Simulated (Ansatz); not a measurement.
W: energy change per atom and pressure against volume scale

Results calculated with Ansatz 0.2.0, not measured. Plane-wave DFT, scalar-relativistic PAW made under PBE with cores redone for the functional, no dispersion; the given relaxed cell is scaled uniformly, energy at zero smearing counts from the unscaled cell, pressure at the given Fermi-Dirac smearing is positive in compression.

The cell before it is scaled or strained (space group P6/mmm, No. 191):
```
cell vectors (Å)
   4.6416     0.0000     0.0000
  -2.3208     4.0197     0.0000
   0.0000     0.0000     2.5833
atoms (fractions of the cell vectors)
W   1.00000  1.00000  0.00000
W   0.33333  0.66667  0.50000
W   0.66667  0.33333  0.50000
```

Settings of every row: spin polarised no; functional PBEsol; wave cutoff 420 eV; smearing width 0.1 eV; k mesh 9x9x14.

Atom starting moment: 0 on all atoms.

Limits: all rows lie far from zero pressure; no spin-orbit coupling, which can matter with elements this heavy; the cell comes from a prototype or a list of computed structures and needn't be the stable phase.

| row | volume scale | V (Å³/atom) | energy change per atom (meV) | pressure (GPa) |
| --- | --- | --- | --- | --- |
| 1 | 0.88 | 14.138 | 264.78 | 49.13 |
| 2 | 0.92 | 14.781 | ? | ? |
| 3 | 0.96 | 15.424 | 25.25 | 13.27 |
| 4 | 1.04 | 16.709 | 22.44 | -10.54 |
| 5 | 1.08 | 17.352 | 83.61 | -19.23 |
| 6 | 1.12 | 17.994 | 176.2 | -26.27 |

Question: what energy change per atom and pressure should row 2 give?

Worked fit of energy change per atom. Take u = (V_r/V)^(2/3) − 1 with V_r = 16.709 Å³ an atom, which is twice the finite (Eulerian) strain; such expansions in the strain, on which the Birch-Murnaghan equation of state is built, carry the rest volume and the bulk modulus. The shown rows have u = 0.11783, 0.0548, 0, -0.02486, -0.04819. Least squares give energy change per atom = 22.2 − 1674.195 × u + 31673.5 × u² meV; a straight line predicts inner rows, each left out in turn, worse (root mean square 110 against 0.54 meV). The rows lie off it by 0.10, -0.32, 0.24, 0.21, -0.23 (root mean square 0.23 meV). Its lowest point lies at u = 0.0264, or V = 16.07 Å³ an atom, and the curvature there gives the bulk modulus at fixed shape and fractions, B = (4/9)(1 + u)² E″(u)/V = 296 GPa. Letting shape and atoms relax would as a rule lower it, by much in layered, chain or molecular crystals. The withheld row has u = 0.08517, so the fit gives 22.2 − 1674.195 × (0.08517) + 31673.5 × (0.08517)² = 109.37 meV.

The calculation gave 109.12 meV. The fit lies 0.25 meV (0.1 % of the column's range) above it; its largest miss of a shown row is 0.32 meV.

Worked fit of pressure. Take u = (V_r/V)^(2/3) − 1 with V_r = 16.709 Å³ an atom, which is twice the finite (Eulerian) strain; such expansions in the strain, on which the Birch-Murnaghan equation of state is built, carry the rest volume and the bulk modulus. The shown rows have u = 0.11783, 0.0548, 0, -0.02486, -0.04819. Least squares give pressure = −10.604 + 376.854 × u + 1102.16 × u² GPa; a straight line predicts inner rows, each left out in turn, worse (root mean square 3.7 against 0.15 GPa). The rows lie off it by 0.03, -0.09, 0.06, 0.06, -0.06 (root mean square 0.063 GPa). The pressure vanishes at u = 0.0261, or V = 16.07 Å³ an atom, and there the bulk modulus at fixed shape and fractions is B = −V dP/dV = (2/3)(1 + u) dP/du = 297 GPa. Letting shape and atoms relax would as a rule lower it, by much in layered, chain or molecular crystals. The withheld row has u = 0.08517, so the fit gives −10.604 + 376.854 × (0.08517) + 1102.16 × (0.08517)² = 29.49 GPa.

The calculation gave 29.38 GPa. The fit lies 0.11 GPa (0.15 % of the column's range) above it; its largest miss of a shown row is 0.09 GPa.
